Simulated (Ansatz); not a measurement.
SiH2SO (SMILES O[Si]S): the energy, rung by rung

SiH2SO: 5 atoms, total charge 0, spin state singlet. As SMILES, `O[Si]S`. The shape is that of a PBE0-D4/def2-TZVP optimisation. This is one conformer, not always the lowest.

```xyz
5

O    -1.1947   -0.6589   -0.3258
Si   -0.9568    0.9513   -0.0795
S     1.1677    1.1186    0.3603
H    -0.4894   -1.3081   -0.2672
H     1.5230   -0.1765    0.2707
```

Quantity: the energy change with the Si2–S3 bond stretched from 2.176 to 2.720 Å, in eV. The values are calculated.

| level | kind | program | value (eV) | less FCI/STO-3G | CPU time (all runs) |
| --- | --- | --- | --- | --- | --- |
| HF/STO-3G (restricted) | Hartree–Fock | Ansatz | 2.08 | +0.51 | 0.24 s |
| PBE/STO-3G (restricted) | GGA | Ansatz | 1.43 | -0.14 | 2.3 s |
| revPBE/STO-3G (restricted) | GGA | Ansatz | 1.37 | -0.20 | 2.3 s |
| B2PLYP/STO-3G (restricted) | double hybrid | Ansatz | 1.63 | +0.06 | 3.5 s |
| MP2/STO-3G (restricted) | perturbation theory | Ansatz | 1.77 | +0.20 | 0.28 s |
| CCSD(T)/STO-3G (restricted) | coupled cluster or CI | Ansatz | 1.59 | +0.02 | 0.37 s |
| CCSD/STO-3G (restricted) | coupled cluster or CI | Ansatz | 1.62 | +0.05 | 0.37 s |
| FCI/STO-3G | exact in the basis | Ansatz | 1.57 | 0.00 | 36 s |

FCI/STO-3G is exact within its basis and frozen core, so for wave-function methods in that basis the difference is their error; functionals converge differently with the basis, so for them it is only a difference. The first shape isn't each level's own minimum. The values span 1.37 to 2.08 eV. All rows use very small basis sets, so even the best lies far from the true value. Times are those of the runs behind each value, whatever else they computed, on shared processors of several kinds: orders of magnitude only.

Stretching the Si–S bond costs 2.08 eV in Hartree–Fock but 1.57 eV in full CI, so correlation lowers the cost of the stretch. As the σ and σ* orbitals approach each other, the electron pair increasingly avoids having both electrons on the same atom. A single restricted determinant cannot describe this and keeps too much ionic character. MP2 removes more than half of the excess, CCSD leaves 0.05 eV and the triples reduce that to 0.02 eV, which suggests that one configuration still dominates at the stretched geometry. The stretch probably also weakens π donation from sulfur into the formally empty p orbital of the divalent silicon.

PBE and revPBE fall below full CI, probably because semilocal exchange mimics part of the left-right correlation. B2PLYP lies between them and Hartree–Fock, as its exact exchange would suggest, but its closeness to full CI is no proof of accuracy. The good coupled-cluster agreement cannot be carried over to complete dissociation, where a restricted reference becomes qualitatively wrong.
